Question

The radical •SiH2–GeH2–O–SiH3 has one unpaired electron. In a density functional calculation an electron is removed from it, and separately one is added, while the nuclei stay in place. The columns "fukui minus" and "fukui plus" give each atom's share of the change:

f− = N(neutral) − N(cation)
f+ = N(anion) − N(neutral)

Here N is the number of electrons assigned to the atom by the Hirshfeld method, which divides the density at each point among the atoms in proportion to their free-atom densities. Over the whole molecule each column adds up to one electron. Both ions are singlets.

Assign the lettered rows to atoms, using these two columns alone and no element symbols. The atoms are numbered as follows: 1 is the silicon of the SiH2 group, 2 germanium, 3 oxygen and 4 the silicon of the SiH3 group; hydrogens 5 and 6 are on atom 1, 7 and 8 on atom 2, and 9, 10 and 11 on atom 4. Say which assignments are sure and which are not.

Hirshfeld-condensed Fukui functions of the neutral doublet radical •SiH2–GeH2–O–SiH3, calculated with PySCF 2.14.0 at the BP86/def2-SVPD level. Fukui minus refers to removal of an electron and fukui plus to attachment; both ions are singlets, kept at the GFN2-xTB geometry used for the radical. Candidates: 7, 6, 2, 1, 10, 4, 3, 9.

```
row  fukui minus (e)  fukui plus (e)
  A            0.067           0.072
  B            0.037           0.024
  C            0.059           0.014
  D            0.067           0.064
  E            0.098           0.127
  F            0.428           0.488
  G            0.054           0.048
  H            0.036           0.024
```

Model answer

Start with the spin states. The neutral radical has a singly occupied orbital, and both ions have all electrons paired. The natural reading is that removal empties this orbital and attachment fills it. One orbital then governs both columns, and the atom that carries it should lead both.

The hydrogen atom is the simplest case of this kind. Its 1s orbital is empty in H⁺, half full in H and full in H⁻, so the electron leaves from and arrives in the same place. The comparison ends there: a single atom cannot tell us how charge is shared among several, and hydrogen has no electrons in other orbitals that could respond.

In the radical, the orbital belongs mainly to the silicon atom with only three neighbours, atom 1. Row F leads both columns by a wide margin, with 0.428 e on removal and 0.488 e on attachment. F is therefore atom 1, and this assignment is sure.

Row E comes second in both columns. Germanium, atom 2, is bonded directly to the radical centre and has a large, easily deformed electron cloud, so it should receive the next largest share. This assignment is well supported, though it rests on chemical argument more than on a gap as wide as that below F.

Row C behaves differently from the rest. Its share is 0.059 e on removal but only 0.014 e on attachment, the lowest value in that column. This suits oxygen, atom 3, which has lone pairs that can shift towards a positive charge but no low-lying empty orbital to take up an extra electron. The assignment is probable. It does not show that the electron is removed from a lone pair, because the column also contains the response of all the other electrons.

Rows B and H have the smallest removal shares and are almost identical. They suit hydrogens at the far end of the molecule, atoms 9 and 10, which are near mirror images of each other. Which letter belongs to which atom cannot be decided: a difference of 0.001 e has no chemical meaning here.

Rows A, D and G remain, for the SiH3 silicon (atom 4), a hydrogen on the radical silicon (atom 6) and a hydrogen on germanium (atom 7). A simple rule for the hydrogens helps. Suppose that each further bond from the radical silicon reduces a hydrogen's share by the same factor, as an inductive effect fades along a saturated chain. The three kinds of hydrogen lie one, two and four bonds away.

Take A as the near hydrogen, with 0.067 e on removal, and about 0.037 e for the far ones. Three bonds separate them, so the factor per bond and the share expected on germanium are

factor = (0.037 / 0.067)^(1/3) ≈ 0.82
share = 0.067 e × 0.82 ≈ 0.055 e

Row G has 0.054 e and was not used in the estimate. D, at 0.067 e, would fit much less well, so G is probably atom 7.

A and D are harder to separate. They are equal on removal, so taking D as the near hydrogen would give the same estimate for G. On attachment A is ahead by 0.008 e. Since F and E also have larger shares on attachment than on removal, I would place A near the radical centre and make D the SiH3 silicon, but only as a preference.

The method itself limits the weight of that last step. The highest occupied level of the computed anion is positive, a known fault of gradient-corrected functionals, although the computed electron affinity is positive too. The outer part of the added charge may therefore depend on the basis set, and a difference of 0.008 e should not settle an identity. Such functionals also tend to spread charge too widely, so the small shares far from atom 1 may be somewhat too large.

The labels can now be compared with these assignments.

The rows with their labels:

```
row  fukui minus (e)  computed element  fukui plus (e)
  1            0.428                Si           0.488
  2            0.098                Ge           0.127
  3            0.059                 O           0.014
  4            0.067                Si           0.064
  5            0.067                 H           0.072
  6            0.067                 H           0.072
  7            0.054                 H           0.048
  8            0.054                 H           0.048
  9            0.036                 H           0.024
 10            0.037                 H           0.024
 11            0.033                 H           0.019
```

The order is F = 1, E = 2, C = 3, D = 4, A = 6, G = 7, H = 9 and B = 10. The preference for A and D proves right, but the values alone did not make it certain. For H and B, the labels settle what the reasoning had to leave open.

Remarks on the reasoning

The most instructive comparison is between the two silicon atoms. Atom 1 has more than six times the share of atom 4 in both columns. The element symbol therefore says little about where this molecule gives or takes charge. What matters is whether the atom carries the unpaired electron.

A tempting wrong answer starts from atomic charges and sends the added electron to the most positive atom. That atom is the SiH3 silicon, with a charge of +0.352 e, yet it takes only 0.064 e of the added electron. If charge were in control, positive atoms should also be poor donors. In fact the more positive atoms tend to have the larger shares in both columns.

The idea of a common orbital can be turned into a model with no fitted constant: f+ equals f− on every atom. To see what it neglects, let x be the number of electrons added to the neutral molecule, so that x is −1, 0 or +1. The electron number on an atom can then be written as

N(x) = N(0) + a x + b x²
f− = a − b
f+ = a + b

The term a contains the orbital's own share and every response that simply reverses when the added charge changes sign. Such a response leaves the two columns equal. Only b separates them. It contains every response that does not reverse, such as the change in the orbital's shape with its filling, the uneven part of the other electrons' response to the charge, and the effect of the neutral molecule's unpaired spin on them.

The model places about nine tenths of the electron correctly; 0.099 e sits on different atoms in the two processes. Much of this success comes from the large peak on atom 1, but the other ten atoms also follow similar patterns in both columns. The output printed after the text compares all atoms and repeats the hydrogen estimate with all seven hydrogens. The agreement supports the picture of a common orbital without proving it.

The largest absolute misfit, 0.06 e, is at atom 1, but in relative terms the model fails most clearly at oxygen, whose share on attachment is only about a quarter of that on removal. One possible reason is that the emptied orbital of the cation can draw density from the rest of the molecule, while the filled orbital of the anion has no room for it. That would spread the loss of an electron more widely than the gain. The columns fit this idea, since the SiH2 group's share rises from 0.562 e on removal to 0.632 e on attachment, but they do not test it.

The hydrogen rule has its own limit. It was tested on only one intermediate position, and the heavy atoms do not follow it: on removal the SiH3 silicon has a slightly larger share than oxygen, although it lies farther from the radical centre. It is a rule of thumb that works for the hydrogens of this molecule, and its success does not show that the effect travels along the bonds.

Molecules containing silicon, germanium and oxygen are of interest as precursors for thin films in electronic devices. For a radical fragment such as this one, the table marks the three-coordinate silicon as the main site where charge is first given or taken. It says nothing about reaction rates. It also describes the ions before their nuclei move, whereas a silicon centre that has lost its electron tends to flatten.

One question remains open. The SiH3 group lies beyond the oxygen and still supplies 0.173 e of the removed electron. Is this the tail of the singly occupied orbital, or the response of the other electrons to the new charge? Such a response does occur somewhere in the molecule: on removal the computed electron density rises in some regions, which emptying one orbital could not do by itself. Dividing the density of that orbital alone among the atoms, by the same Hirshfeld method, would show how much each contributes on the SiH3 group.

Printed output of the fit:

```
Same-orbital model, attachment share predicted equal to removal share (e):
  row  removal  attachment  attachment minus removal  charge of neutral
    1    0.428       0.488                      0.06              0.166
    2    0.098       0.127                     0.029                0.3
    3    0.059       0.014                    -0.045             -0.314
    4    0.067       0.064                    -0.003              0.352
    5    0.067       0.072                     0.005             -0.063
    6    0.067       0.072                     0.005             -0.063
    7    0.054       0.048                    -0.006             -0.063
    8    0.054       0.048                    -0.006             -0.064
    9    0.036       0.024                    -0.012             -0.085
   10    0.037       0.024                    -0.013             -0.085
   11    0.033       0.019                    -0.014             -0.081
Charge placed differently by attachment and removal, half the summed absolute differences (e): 0.099
Correlation of the two functions without atom 1: 0.9069
SiH2 group share on removal (e): 0.562
GeH2 group share on removal (e): 0.206
SiH3 group share on removal (e): 0.173
SiH2 group share on attachment (e): 0.632
GeH2 group share on attachment (e): 0.223
SiH3 group share on attachment (e): 0.131
Mean share of a SiH3 hydrogen on removal (e): 0.03533
Mean share of a SiH3 hydrogen on attachment (e): 0.02233
Factor per bond for hydrogens on removal: 0.8079
Factor per bond for hydrogens on attachment: 0.6769
GeH2 hydrogen predicted from the near and far hydrogens, removal (e): 0.05413
GeH2 hydrogen predicted from the near and far hydrogens, attachment (e): 0.04874
Oxygen, attachment share over removal share: 0.2373
Hydrogen 6 minus SiH3 silicon, attachment (e): 0.008
Radical silicon over SiH3 silicon, removal: 6.388
Radical silicon over SiH3 silicon, attachment: 7.625
Rank correlation of charge with removal share: 0.7455
Rank correlation of charge with attachment share: 0.8545
```
